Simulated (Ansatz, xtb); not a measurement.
## Relative energy of two conformers of CH2BClF

Structure a: `FB[CH]Cl`, a doublet. Structure b: `FB[CH]Cl`, a doublet. Both are isolated molecules in the gas phase, relaxed with B3LYP-D3(BJ)/6-311G**.

a (Å):

```xyz
6

C     0.1813   -0.7861   -0.0526
B    -1.1071   -0.0584    0.3149
Cl    0.6377   -1.0717   -1.6850
F    -1.9278    0.3832   -0.6365
H    -1.3961    0.1245    1.4560
H     0.8998   -1.1750    0.6580
```

b (Å):

```xyz
6

C    -0.4112   -1.3250   -0.2184
B    -1.5421   -0.4491    0.3092
Cl    1.1967   -0.7270   -0.3167
F    -2.7699   -0.9734    0.3604
H    -1.3762    0.6708    0.6733
H    -0.5030   -2.3486   -0.5627
```

Energies in hartree; the thermal terms are from B3LYP-D3(BJ)/6-311G** harmonic frequencies (ideal gas, rigid rotor, one conformer each, 298.15 K, 1 atm) and include the zero-point energy:

```
                              a           b
E, CCSD(T)/def2-SVP  −622.960432  −622.960171
    E, MP2/def2-SVP  −622.910651  −622.910359
  E, MP2/def2-TZVPP  −623.429773  −623.429651
  zero-point energy     0.031389     0.031199
       H(298 K) − E     0.036878     0.036815
       G(298 K) − E     0.002902     0.002780
```

Problem. Correct the CCSD(T) difference for the basis set by the MP2 change, then work out ΔE, ΔE₀, ΔH and ΔG for a → b in kJ/mol (1 Eh = 2625.50 kJ/mol) and the equilibrium ratio [b]/[a].

Solution. 1. Differences b − a: CCSD(T) +0.000261, MP2 in the small set +0.000292, MP2 in the large set +0.000122 Eh.
2. ΔE = +0.000261 + (+0.000122 − (+0.000292)) = +0.000091 Eh = +0.24 kJ/mol.
3. ΔE₀ = ΔE + ΔZPE = +0.000091 + (−0.000190) Eh = −0.26 kJ/mol.
4. ΔH = ΔE + (−0.000063) Eh = +0.07 kJ/mol.
5. ΔG = ΔE + (−0.000122) Eh = −0.08 kJ/mol, so ΔS = (ΔH − ΔG)/T = +0.5 J/(mol K).
6. kT = 0.9442 mEh, so K = [b]/[a] = exp(−ΔG/kT) = exp(+0.03) ≈ 1.

The two are too close for this level to say which is favoured. An error of 4 kJ/mol in ΔG would change K by a factor of 5. Mirror images and further conformers aren't counted.

Other levels gave ΔE = +1.1 (B3LYP-D3(BJ)/6-311G**); −0.5 (HF/def2-SVP); +0.8 (MP2/def2-SVP); +0.7 (CCSD(T)/def2-SVP) kJ/mol. Open shells are spin-unrestricted. The correlated steps freeze 8 core orbitals. Programs: Ansatz 0.2.0.

The two structures are planar rotamers about the C–B bond, with chlorine and fluorine on the same side in a and on opposite sides in b. In both, the unpaired electron sits in a carbon π orbital that can delocalise into the formally empty boron p orbital, while fluorine and chlorine lone pairs also mix into the π system. Turning one end by half a revolution keeps this conjugation, and the nearly equal C–B and C–Cl lengths fit that picture.

What remains is a small balance between halogen repulsion and bond-dipole alignment, which disfavour a, and attractive or delocalisation effects like those behind the cis preference of some dihaloethenes. Hartree–Fock places b lower, whereas MP2 and CCSD(T) in the same basis place a lower, so correlation favours the syn arrangement, probably in part through dispersion between the halogens. Zero-point motion pulls the other way and is as large as the electronic difference itself. The near-unity equilibrium ratio says nothing about how fast the rotamers interconvert, since partial C–B π bonding should hinder the rotation.
